## Drift-diffusion space-charge-limited current: the Airy-function solution and the virtual cathode

### Premises and conventions

An insulating film fills $0\le x\le L$. Electrons are injected at the cathode, $x=0$, and collected at the anode, $x=L$, which is biased to $+V$. The premises are:

1. steady state, one dimension, uniform temperature $T$;
2. one carrier type, with no doping, traps, generation or recombination;
3. constant permittivity $\varepsilon$ and mobility $\mu$;
4. non-degenerate statistics, so that $D=\mu V_t$ with $V_t=k_BT/q$, where $q>0$ is the elementary charge;
5. carrier densities at the contacts fixed at their equilibrium values $n_0$ and $n_L$, each in equilibrium with the Fermi level of its metal.

To remove signs, let $F=-E_x$ be the force on an electron divided by $q$, and let $J$ be $q$ times the electron flux along $+x$. The band edge obeys $dE_c/dx=-qF$. For holes every equation holds with $F=E_x$. The transport and Poisson equations are

$$J=q\mu nF-q\mu V_t\frac{dn}{dx},\qquad \frac{dF}{dx}=\frac{qn}{\varepsilon},\tag{1}$$

and continuity makes $J$ independent of $x$.

### Reduction to Airy's equation

Poisson's equation gives $qn=\varepsilon\,dF/dx$. Inserted in the current equation,

$$J=\varepsilon\mu\left(F\frac{dF}{dx}-V_t\frac{d^2F}{dx^2}\right).\tag{2}$$

The bracket is the derivative of $F^2/2-V_t\,dF/dx$ and $J$ is constant, so one integration gives a Riccati equation,

$$\frac{F^2}{2}-V_t\frac{dF}{dx}=\frac{J\,(x-x_1)}{\varepsilon\mu},\tag{3}$$

where the integration constant is written as a position $x_1$. Set $F=-2V_t\,\psi_x/\psi$. Then $F^2/2=2V_t^2\psi_x^2/\psi^2$ and $-V_t\,dF/dx=2V_t^2(\psi_{xx}/\psi-\psi_x^2/\psi^2)$. The quadratic terms cancel, which is what fixes the factor $2V_t$, and (3) becomes $2V_t^2\psi_{xx}=J(x-x_1)\psi/\varepsilon\mu$. With

$$z=\frac{x-x_1}{l},\qquad l=\left(\frac{2\varepsilon\mu V_t^2}{J}\right)^{1/3},\tag{4}$$

this is Airy's equation $\psi''=z\psi$, where from here on a prime means $d/dz$. The normalisation of $\psi$ drops out of $F$, so the solution may be written

$$\psi=\mathrm{Ai}(z)-\beta\,\mathrm{Bi}(z).\tag{5}$$

The unknowns $x_1$, $\beta$ and $l$ (that is, $J$) are fixed by $n_0$, $n_L$ and $V$.

### Field, density, band edge and quasi-Fermi level

Define $W(z)=\psi'^2-z\psi^2$. The field is $F=-(2V_t/l)\psi'/\psi$. Differentiating it and using $\psi''=z\psi$ gives the density, and integrating it gives the band edge:

$$n=\frac{2\varepsilon V_t}{ql^2}\,\frac{W}{\psi^2},\qquad E_c=2k_BT\ln\psi+\text{const}.\tag{6}$$

A finite density requires that $\psi$ have no zero inside the film, and it is taken positive there. The quasi-Fermi level is $E_F=E_c+k_BT\ln(n/N)$, with $N$ the constant effective density of states. The factor $\psi^2$ cancels between the two terms:

$$E_F=k_BT\ln W+\text{const},\qquad W'=2\psi'\psi''-\psi^2-2z\psi\psi'=-\psi^2.\tag{7}$$

$W$ decreases monotonically, so $E_F$ falls from cathode to anode. As a consistency test, $-\mu n\,dE_F/dx=\mu n\,k_BT\psi^2/(Wl)=2\varepsilon\mu V_t^2/l^3=J$. By premise 5 the applied voltage is the drop of $E_F/q$ across the film. With $z_0=-x_1/l$, $\lambda=L/l$ and $z_L=z_0+\lambda$,

$$u\equiv\frac{V}{V_t}=\ln\frac{W(z_0)}{W(z_L)}.\tag{8}$$

This relation is exact under the premises, and it stays finite when a contact density is sent to infinity, although the band bending then diverges logarithmically.

### The virtual cathode

Since $dF/dx=qn/\varepsilon>0$, the field has at most one zero, at the point $z_m$ where $\psi'=0$. There $W/\psi^2=-z_m$, and $n>0$ requires $z_m<0$, that is $x_m<x_1$. Then $\psi''=z_m\psi<0$: $\psi$, and by (6) the band edge, has a maximum. This maximum is the virtual cathode. Between the metal and $x_m$ the force points back to the metal and diffusion carries the electrons uphill. At $x_m$ the current is pure diffusion, and beyond it drift takes over.

At large bias $z_L\gg1$. With $\zeta=\tfrac23z^{3/2}$ the asymptotic forms are

$$\mathrm{Ai}\simeq\frac{e^{-\zeta}}{2\sqrt\pi z^{1/4}},\qquad \mathrm{Bi}\simeq\frac{e^{\zeta}}{\sqrt\pi z^{1/4}},\tag{9}$$

with relative corrections $\mp5/(72\zeta)$. A forward force in the bulk needs a decaying $\psi$, so $\beta\,\mathrm{Bi}$ can compete with $\mathrm{Ai}$ only near $z_L$. Hence $|\beta|$ is of order $e^{-2\zeta_L}$, and the ratio $\beta\,\mathrm{Bi}/\mathrm{Ai}\propto e^{2\zeta}$ dies away from the anode over the length $l/(2\sqrt{z_L})$. Everywhere else $\psi=\mathrm{Ai}(z)$.

An ideal ohmic cathode has $n_0\to\infty$, which by (6) means $\psi(z_0)=0$. As no further zero may lie in the film, $z_0$ is the first zero of Ai, $a_1=-2.3381$, and $z_m$ is the first zero of $\mathrm{Ai}'$, $a_1'=-1.0188$. Therefore

$$x_1=2.3381\,l,\qquad x_m=(a_1'-a_1)\,l=1.3193\,l,\qquad n_m=2.038\,\frac{\varepsilon V_t}{ql^2}.\tag{10}$$

With $\mathrm{Ai}'(a_1)=0.7012$ and $\mathrm{Ai}(a_1')=0.5357$, the drop of $E_F$ up to the virtual cathode is $k_BT\ln[\mathrm{Ai}'(a_1)^2/(|a_1'|\,\mathrm{Ai}(a_1')^2)]=0.52\,k_BT$ at any large bias. This layer takes up thickness but almost no voltage.

For the bulk, $g=\psi'/\psi$ obeys $g'=z-g^2$. Putting $g=-\sqrt z+\delta$ and keeping the leading terms gives $-1/(2\sqrt z)=2\sqrt z\,\delta$, so

$$F=\frac{2V_t}{l}\left(\sqrt z+\frac{1}{4z}+\dots\right).\tag{11}$$

The first term is $F^2=2J(x-x_1)/\varepsilon\mu$, the drift-only profile, with its origin at $x_1$. The origin is neither the metal nor the virtual cathode. The diffusive share of the current in the bulk, $-\varepsilon\mu V_t(d^2F/dx^2)/J$, evaluated with that first term, is $1/(4z^{3/2})$.

### Current-voltage relation for two ideal ohmic contacts

Let $\psi$ vanish at both $z_0$ and $z_L$, as adjacent zeros. The Wronskian $\mathrm{Ai}\,\mathrm{Bi}'-\mathrm{Ai}'\mathrm{Bi}=1/\pi$ gives, for any $\beta$,

$$\psi\,\mathrm{Bi}'-\psi'\,\mathrm{Bi}=1/\pi.\tag{12}$$

At a zero of $\psi$ this yields $\psi'=-1/(\pi\mathrm{Bi})$ and $W=\psi'^2=1/(\pi\mathrm{Bi})^2$. The slopes at adjacent zeros have opposite signs, so (8) becomes

$$u=2\ln\left[-\frac{\mathrm{Bi}(z_L)}{\mathrm{Bi}(z_0)}\right],\qquad \frac{\mathrm{Ai}(z_0)}{\mathrm{Bi}(z_0)}=\frac{\mathrm{Ai}(z_L)}{\mathrm{Bi}(z_L)}=\beta.\tag{13}$$

For each $\lambda$ the second equation fixes $z_0$, the first gives $V$, and (4) gives $J=2\varepsilon\mu V_t^2\lambda^3/L^3$.

**Small bias.** For $\lambda\ll1$ both points lie at large negative $z$, where Airy's equation is that of an oscillator of wavenumber $\sqrt{|z|}$. Adjacent zeros require $\sqrt{|z|}\,\lambda=\pi$. By the second part of (13) the ratio of the Bi values equals that of the Ai values, so $u=\ln[M^2(z_L)/M^2(z_0)]$ with $M^2=\mathrm{Ai}^2+\mathrm{Bi}^2\simeq1/(\pi\sqrt{|z|})$. Then $u=\tfrac12\ln(z_0/z_L)\simeq\lambda/(2|z|)=\lambda^3/2\pi^2$, and

$$J=4\pi^2\varepsilon\mu V_tV/L^3.\tag{14}$$

The current is ohmic and is carried by electrons that have diffused in from the contacts.

**Large bias.** Now $z_0=a_1$ up to a shift of order $\beta$, and $\mathrm{Bi}(a_1)=-1/[\pi\mathrm{Ai}'(a_1)]=-0.4539$. Thus

$$u=2\ln[\pi\mathrm{Ai}'(a_1)\mathrm{Bi}(z_L)]\simeq\tfrac43z_L^{3/2}-\tfrac12\ln z_L+C,\qquad z_L=\lambda-|a_1|,\tag{15}$$

with $C=2\ln[\sqrt\pi\,\mathrm{Ai}'(a_1)]=0.435$. Keeping only the first term and setting $z_L=\lambda$ defines $\lambda_0=(3u/4)^{2/3}$. Then $\lambda_0^3=9u^2/16$, and the current is the drift-only Mott–Gurney law with its associated length:

$$J_{\rm MG}=\frac98\frac{\varepsilon\mu V^2}{L^3},\qquad \frac{l}{L}\to\frac1{\lambda_0}=\left(\frac{4V_t}{3V}\right)^{2/3}=1.211\left(\frac{V_t}{V}\right)^{2/3}.\tag{16}$$

The true current has $J/J_{\rm MG}=(\lambda/\lambda_0)^3$. Solving (15) to first order in its small terms gives $z_L=\lambda_0[1+(\ln\lambda_0-2C)/3u]$, so

$$\frac{J}{J_{\rm MG}}\simeq\left[1+\frac{|a_1|}{\lambda_0}+\frac{\ln\lambda_0-2C}{3u}\right]^3.\tag{17}$$

The leading relative error of the drift-only law is $3|a_1|/\lambda_0=7.01\,l/L=8.50\,(V_t/V)^{2/3}$. The ratio $l/L$ is the expansion parameter, but it carries a large coefficient. The correction comes from the shortening of the drift region from $L$ to $L-x_1$. It is far larger than the local diffusive share of the bulk current, which near the anode end is $1/(4z_L^{3/2})\simeq V_t/3V$. Replacing $L$ by $L-x_m$ would recover only the fraction $x_m/x_1=0.56$ of the leading term. The leading term falls to 10 % at $u=783$, or 20 V at 300 K ($V_t=25.85$ mV), and the Bi form of (15) puts the 10 % point at 22.6 V. The asymptotes (14) and (16) cross at $u=32\pi^2/9=35.1$, or 0.91 V. The logarithmic slope follows from $J\propto\lambda^3$ and $du/d\lambda=2\mathrm{Bi}'(z_L)/\mathrm{Bi}(z_L)$:

$$m=\frac{d\ln J}{d\ln V}=\frac{3u\,\mathrm{Bi}(z_L)}{2\lambda\,\mathrm{Bi}'(z_L)}.\tag{18}$$

For ideal contacts $J/J_{\rm MG}$, $m$, $l/L$ and $x_m/L$ depend on $u$ alone, not on $\varepsilon$, $\mu$ or $L$.

### Contacts of finite density

Define for each contact $d_i=(2\varepsilon V_t/qn_i)^{1/2}$, which is $\sqrt2$ times the Debye length at density $n_i$, and $\nu_i=(l/d_i)^2$. By (6) the boundary conditions read $g^2-z=\nu_i$. At the cathode, at large bias,

$$\left[\mathrm{Ai}'(z_0)/\mathrm{Ai}(z_0)\right]^2-z_0=\nu_0.\tag{19}$$

Near the zero, with $s=z-a_1$, the equation $g'=a_1+s-g^2$ has the solution $g=1/s+a_1s/3+\dots$, so $\nu_0=1/s_0^2+|a_1|/3+O(s_0)$ and $s_0\simeq d_0/l$ when $d_0\ll l$. The metal sits a distance close to $d_0$ inside the zero of Ai, and $x_m\simeq1.3193\,l-d_0$. The barrier at the virtual cathode is $E_c(x_m)-E_c(0)=2k_BT\ln[\mathrm{Ai}(a_1')/\mathrm{Ai}(z_0)]$.

At the anode the force is forward, $g(z_L)=-\sqrt{\nu_L+z_L}$, and (12) gives $\psi(z_L)=1/\{\pi[\mathrm{Bi}'+\sqrt{\nu_L+z_L}\,\mathrm{Bi}]\}$. With $W=\nu_i\psi^2$ at each contact, (8) becomes

$$u=\ln\frac{n_0}{n_L}+2\ln\left\{\pi\mathrm{Ai}(z_0)\left[\mathrm{Bi}'(z_L)+\sqrt{\nu_L+z_L}\,\mathrm{Bi}(z_L)\right]\right\}.\tag{20}$$

The first term is the built-in voltage in units of $V_t$. For $\nu_0=\nu_L\to\infty$, $\mathrm{Ai}(z_0)\to\mathrm{Ai}'(a_1)/\sqrt{\nu_0}$ and (15) is recovered.

As $J$ rises, $l$ shrinks, $\nu_0$ falls and $z_0$ moves towards $a_1'$. The virtual cathode reaches the metal when $\nu_0=|a_1'|$, at

$$J_c=\frac{2\varepsilon\mu V_t^2}{|a_1'|^{3/2}d_0^3}=\frac{q\mu n_0V_t}{1.028\,d_0}.\tag{21}$$

Above $J_c$ the force at the cathode is forward, (19) is solved on the branch $z_0>a_1'$, and the current passes over to the contact-limited form $J\simeq q\mu n_0F(0)$.

### Range of validity

- Equations (2)–(8) hold at any forward bias under premises 1–5, and (13) is exact for ideal contacts. Equations (10), (15) and (17)–(21) need $e^{-2\zeta_L}\ll1$.
- The ideal-contact results need $d_0\ll l$, equivalent to $J\ll J_c$, and at the anode $d_L\ll l/\sqrt{z_L}$.
- A fixed donor density $N_D$ adds a term $q\mu N_DF$ to (2), whose integral is not linear in $x$, so the Airy form is lost. $N_D$ must lie well below the smallest injected density, about $\varepsilon V_t/(ql^2\sqrt{z_L})$ by (11).
- Shallow traps that leave a constant free fraction $\theta$ preserve every equation, with $\mu\to\theta\mu$ and $n$ read as the total density. Deep or distributed traps do not.
- Premise 5 needs $J/qn_0$ far below the exchange velocity of carriers across the interface.
- Mean-field electrostatics needs image and correlation energies below $k_BT$, that is a Bjerrum length $l_B=q/(4\pi\varepsilon_\perp V_t)$ well below $l$. Here $\varepsilon_\perp$ is the permittivity in the plane of the film, which differs from $\varepsilon$ in a uniaxial crystal with its axis along $x$. Dividing each coordinate by the square root of its permittivity makes the point-charge problem isotropic and gives the potential $q/(4\pi\varepsilon_\perp|x|)$ on the axis, while the Debye length along $x$ keeps $\varepsilon$. The continuum description needs $l$ well above the hop length.

### Illustration: a 30 nm TiO$_2$ cell

Take $L=30$ nm and $T=300$ K. The film is modelled as rutile with $c$ along the field and $\varepsilon_r=170$, the compiled measured static value parallel to $c$ (Crystal data cards). The compiled transport gap of 3.05 eV (He 2017) is $118\,k_BT$, so thermal generation is negligible. The mobility is an assumed input, $\mu=0.1$ cm$^2$ V$^{-1}$ s$^{-1}$, of the order typical for polaronic electrons in rutile.

For ideal contacts, from the Bi form of (15) and from (18):

| $V$ (V) | $u$ | $\lambda_0$ | $z_L$ | $l$ (nm) | $x_m$ (nm) | $J/J_{\rm MG}$ | $(1+\lvert a_1\rvert/\lambda_0)^3$ | $m$ |
|---|---|---|---|---|---|---|---|---|
| 0.5 | 19.34 | 5.95 | 6.04 | 3.58 | 4.72 | 2.79 | 2.70 | 1.43 |
| 1 | 38.68 | 9.44 | 9.55 | 2.52 | 3.33 | 2.00 | 1.94 | 1.59 |
| 2 | 77.36 | 14.99 | 15.11 | 1.72 | 2.27 | 1.58 | 1.54 | 1.72 |

The neglected $\beta$ is below $2\times10^{-9}$ already at 0.5 V, and the full expression (17) reproduces the column $J/J_{\rm MG}$ to better than 0.1 %.

Now assume $n_0=n_L=10^{21}$ cm$^{-3}$, as for strongly reducing electrodes. With the compiled lattice constants $a=4.59308$ Å and $c=2.95889$ Å (Burdett 1987) and two Ti atoms per cell, the Ti site density is $3.20\times10^{22}$ cm$^{-3}$. If the carriers are small polarons on these sites, the occupation at the contacts is 3.1 % and premise 4 holds to that level. The contact length is $d_0=d_L=0.697$ nm. At $V=1$ V, (19) gives $l=d_0\sqrt{\nu_0}$ and $z_L=z_0+L/l$ as functions of $z_0$, and (20) is then one equation for $z_0$. Its root is $z_0=-2.067$, with $\nu_0=14.3$, $l=2.64$ nm and $z_L=9.31$. The offset $s_0=0.271$ is near $d_0/l=0.264$. The virtual cathode lies at $x_m=2.76$ nm, where $n_m=7.1\times10^{19}$ cm$^{-3}$, behind a barrier of $2.13\,k_BT$, or 55 meV. The drift-only current is $J_{\rm MG}=6.27\times10^4$ A cm$^{-2}$ and the drift-diffusion current is $J=1.10\times10^5$ A cm$^{-2}$, a ratio of 1.75 against 2.00 for ideal contacts. From (21), $J_c=5.8\times10^6$ A cm$^{-2}$, so $J/J_c=0.019$ and the current is space-charge limited.

The neglected terms have the following sizes at this operating point.

- The contact must supply $J/qn_0=6.9$ m s$^{-1}$.
- The largest field, at the anode, is $(2V_t/l)\sqrt{\nu_L+z_L}=0.95$ MV cm$^{-1}$. For activated hops of length $c$ the mobility is multiplied by $\sinh y/y$ with $y=Fc/2V_t$, which is 1.05 there.
- With the typical in-plane static permittivity of rutile, $\varepsilon_\perp\approx86\,\varepsilon_0$, $l_B=0.65$ nm. The unscreened image energy at the virtual cathode is $l_B/(4x_m)=0.059$ in units of $k_BT$, and the Debye–Hückel correlation energy $l_B/2L_D$, with $L_D=l/\sqrt{2|a_1'|}$ the Debye length along $c$, is 0.18. These are 3 % and 8 % of the barrier. The static permittivity is the relevant one for slowly hopping polarons. With the compiled high-frequency value 6.34 (Skone 2014), taken as isotropic, the image energy would be $0.8\,k_BT$, comparable with the barrier, and the mean-field profile near the cathode would fail.
- The anode boundary layer, $l/(2\sqrt{z_L})=0.43$ nm, is of the order of $c$ and is not a continuum. A misjudgment of its voltage drop by $V_t$ changes $J$ by about $m/u$, or 4 %.
- With a typical thermal conductivity $\kappa\approx10$ W m$^{-1}$ K$^{-1}$, uniform dissipation and both electrodes at ambient temperature, the rise inside the film is $JVL/8\kappa=0.4$ K. Heating of the electrodes and substrate is not included and restricts premise 1 to small areas or short pulses.
- Donors must be immobile and well below $1.1\times10^{19}$ cm$^{-3}$, a demanding condition for oxygen vacancies next to reducing electrodes.

These terms are of the order of several per cent each, so the third figure of the ratio belongs to the equations alone, while the excess over $J_{\rm MG}$, some three quarters, stands well clear of them. In this model a Mott–Gurney fit at 1 V overestimates $\mu$ by a factor between about 1.8 and 2, depending on the contact density, and the slope stays well below 2 without any trap or leakage path. The absolute current is the model's and not the material's. It scales with the assumed $\varepsilon\mu$, and unformed TiO$_2$ cells with high-work-function electrodes typically pass five or more orders of magnitude less at 1 V, because Schottky barriers and traps violate the premises of dense contacts and a trap-free film.